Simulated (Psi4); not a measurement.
## How methods differ on SnICl3 (SMILES [Cl][Sn]([Cl])([Cl])[I])

The species is SnICl3 (5 atoms), meant as a singlet with charge 0. SMILES: `[Cl][Sn]([Cl])([Cl])[I]`. The shape was relaxed beforehand at PBE0/def2-TZVP.

Quantity: the dipole moment, in D. The values are calculated.

```json
{"level": "PBE-D4/def2-TZVPP (density fitting, core potential)", "kind": "GGA", "program": "Psi4", "value (D)": "1.38", "CPU time": "55 s"}
{"level": "r2SCAN-D4/def2-TZVPP (density fitting, core potential)", "kind": "meta-GGA", "program": "Psi4", "value (D)": "1.40", "CPU time": "2.4 min"}
{"level": "B3LYP-D4/def2-TZVPP (density fitting, core potential)", "kind": "global hybrid", "program": "Psi4", "value (D)": "1.44", "CPU time": "54 s"}
{"level": "PBE0-D4/def2-TZVPP (density fitting, core potential)", "kind": "global hybrid", "program": "Psi4", "value (D)": "1.43", "CPU time": "46 s"}
{"level": "wB97M-V/def2-TZVPP (density fitting, core potential)", "kind": "range-separated hybrid", "program": "Psi4", "value (D)": "1.40", "CPU time": "2.7 min"}
```

The values span 1.38 to 1.44 D. Magnitudes only. Times are those of the runs behind each value, whatever else they computed, on shared processors of several kinds: orders of magnitude only.

All five functionals give SnICl3 a modest dipole moment, between 1.38 and 1.44 D. The moment exists because one chlorine of the nonpolar tetrahedral parent SnCl4 has been replaced by iodine. Chlorine is more electronegative and draws more charge from tin, whereas the Sn–I bond is longer, more covalent and more polarizable. The bond moments therefore no longer cancel, and what remains is a difference between polar bonds rather than a measure of how polar each one is. The negative end probably lies on the chlorine side.

The two global hybrids give the largest values, but the range-separated hybrid falls back to the r2SCAN result of 1.40 D, so the moment doesn't simply rise with the inclusion of exact exchange; the small differences probably reflect slightly different charge distributions in the Sn–Cl and Sn–I bonds, which partly offset each other in the total. Because every functional was applied to the same structure, the close agreement says nothing about how the moment would shift if each relaxed its own bond lengths and angles.
